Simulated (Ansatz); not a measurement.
Ligand exchange: C2H5BrSi + HOI → C2H6OSi + IBr

Species: C2H5BrSi `C=C[SiH2]Br`, singlet; HOI (hypoiodous acid) `OI`, singlet; C2H6OSi `C=C[SiH2]O`, singlet; IBr (iodine monobromide), singlet. The partners trade Br for OH: Si–Br and I–OH bonds give way to Si–OH and I–Br.

Shapes, held fixed at every level: PBE0-D4/def2-TZVP. Flexible molecules stand in one conformer, not always the lowest. Programs: Ansatz 0.2.0. The zero-point and thermal change to 298 K, harmonic and unscaled (PBE0-D4/def2-TZVP), is +1.9 kJ/mol.

Q: Estimate ΔH(298 K) of this reaction.

A: The highest level, CCSD(T)/def2-TZVPP, gives ΔH(298 K) = -96.0 kJ/mol; the levels span -118.7 to -89.8. The column of differences is taken from that level and isn't an error. No measured value is set beside it here. For atoms past krypton def2 sets carry core potentials with scalar relativity. Relativity is left out for Br unless named. Correlated rows may include outer-core shells of Br, I, which these sets cover unevenly.

```json
{"level": "HF/def2-SVP", "kind": "Hartree–Fock", "ΔH(298 K) (kJ/mol)": "-118.7", "less CCSD(T)/def2-TZVPP": "-22.7"}
{"level": "PBE-D4/def2-TZVPP", "kind": "GGA", "ΔH(298 K) (kJ/mol)": "-89.8", "less CCSD(T)/def2-TZVPP": "+6.2"}
{"level": "B3LYP-D4/def2-TZVPP", "kind": "global hybrid", "ΔH(298 K) (kJ/mol)": "-102.1", "less CCSD(T)/def2-TZVPP": "-6.1"}
{"level": "r2SCAN0-D4/def2-TZVPP", "kind": "global hybrid", "ΔH(298 K) (kJ/mol)": "-103.9", "less CCSD(T)/def2-TZVPP": "-7.9"}
{"level": "B2PLYP/def2-TZVPP", "kind": "double hybrid", "ΔH(298 K) (kJ/mol)": "-100.1", "less CCSD(T)/def2-TZVPP": "-4.1"}
{"level": "MP2/def2-SVP", "kind": "perturbation theory", "ΔH(298 K) (kJ/mol)": "-100.0", "less CCSD(T)/def2-TZVPP": "-4.0"}
{"level": "CCSD/def2-TZVPP", "kind": "coupled cluster or CI", "ΔH(298 K) (kJ/mol)": "-100.1", "less CCSD(T)/def2-TZVPP": "-4.1"}
{"level": "CCSD(T)/def2-TZVPP", "kind": "coupled cluster or CI", "ΔH(298 K) (kJ/mol)": "-96.0", "less CCSD(T)/def2-TZVPP": "0.0"}
```

The exchange is strongly exothermic at every level, so its direction doesn't hinge on the treatment of correlation. The driving force is the Si–OH bond: silicon is electropositive, and its short, highly polar bond to oxygen gains much more over Si–Br than is lost when iodine gives up oxygen for bromine. The I–O bond is weak, with poor overlap between the diffuse iodine 5p and compact oxygen 2p orbitals and repulsion between lone pairs, whereas I–Br joins two large, soft atoms of similar electronegativity.

Correlation lowers the exothermicity. In the same small basis, MP2 brings the Hartree–Fock value of -118.7 to -100.0 kJ/mol, and in the larger one the triples take CCSD from -100.1 to -96.0 kJ/mol. This suggests that correlation favours the reactants, probably through the electron-rich I–O bond of HOI, which a mean-field description binds too weakly. The near-identity of MP2 and CCSD spans two basis sets and may be partly fortuitous. The reaction enthalpy leaves open whether the exchange is fast, since no barrier was computed.
